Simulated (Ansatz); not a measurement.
# Li2HfN2: the change of energy above lowest point with volume scale

Results calculated with Ansatz 0.2.0, not measured. Free energy against uniform scaling of the volume at fixed shape and fractions; periodic cell, basis, potentials, k mesh and filling as listed.

The cell before it is scaled or strained (space group P-3m1, No. 164):
```
Li2HfN2
1.0
      3.2371     0.0000     0.0000
     -1.6186     2.8034     0.0000
      0.0000     0.0000     5.4236
Li Hf N
2 1 2
Direct
  0.66667 0.33333 0.38279
  0.33333 0.66667 0.61721
  0.00000 0.00000 0.00000
  0.66667 0.33333 0.77938
  0.33333 0.66667 0.22062
```

Settings of every row: functional r2SCAN; dispersion none; potentials PAW; wave cutoff 600 eV; density cutoff 2400 eV; k mesh 6x6x3; k shift 0x0x0; occupations fixed; smearing width 0 eV; spin none.

Limits: no spin-orbit coupling, which can matter with elements this heavy; the cell comes from a prototype or a list of computed structures and needn't be the stable phase.

| row | volume scale | V (Å³/atom) | energy above lowest point (meV/atom) |
| --- | --- | --- | --- |
| 1 | 0.92 | 9.056 | 47.6 |
| 2 | 0.9467 | 9.319 | 21.6 |
| 3 | 0.9733 | 9.581 | 6.1 |
| 4 | 1 | 9.844 | 0 |
| 5 | 1.0267 | 10.107 | ? |
| 6 | 1.0533 | 10.368 | 11.1 |
| 7 | 1.08 | 10.631 | 26.4 |

Question: what energy above lowest point should row 5 give?

Worked fit of energy above lowest point. Take u = (V_r/V)^(2/3) − 1 with V_r = 9.7125 Å³ an atom, which is twice the finite (Eulerian) strain; such expansions in the strain, on which the Birch-Murnaghan equation of state is built, carry the rest volume and the bulk modulus. The shown rows have u = 0.04776, 0.02796, 0.00913, -0.00893, -0.04261, -0.05846. Least squares give energy above lowest point = 1.99 + 337.9 × u + 12928 × u² meV/atom; a straight line predicts inner rows, each left out in turn, worse (root mean square 14 against 0.064 meV/atom). The rows lie off it by 0.0, 0.1, -0.1, 0.0, 0.0, 0.0. Its lowest point lies at u = -0.0131, or V = 9.906 Å³ an atom, and the curvature there gives the bulk modulus at fixed shape and fractions, B = (4/9)(1 + u)² E″(u)/V = 181 GPa. Letting shape and atoms relax would as a rule lower it, by much in layered, chain or molecular crystals. The withheld row has u = -0.02619, so the fit gives 1.99 + 337.9 × (-0.02619) + 12928 × (-0.02619)² = 2.0 meV/atom.

The calculation gave 2 meV/atom. The fit meets it to the printed digit.
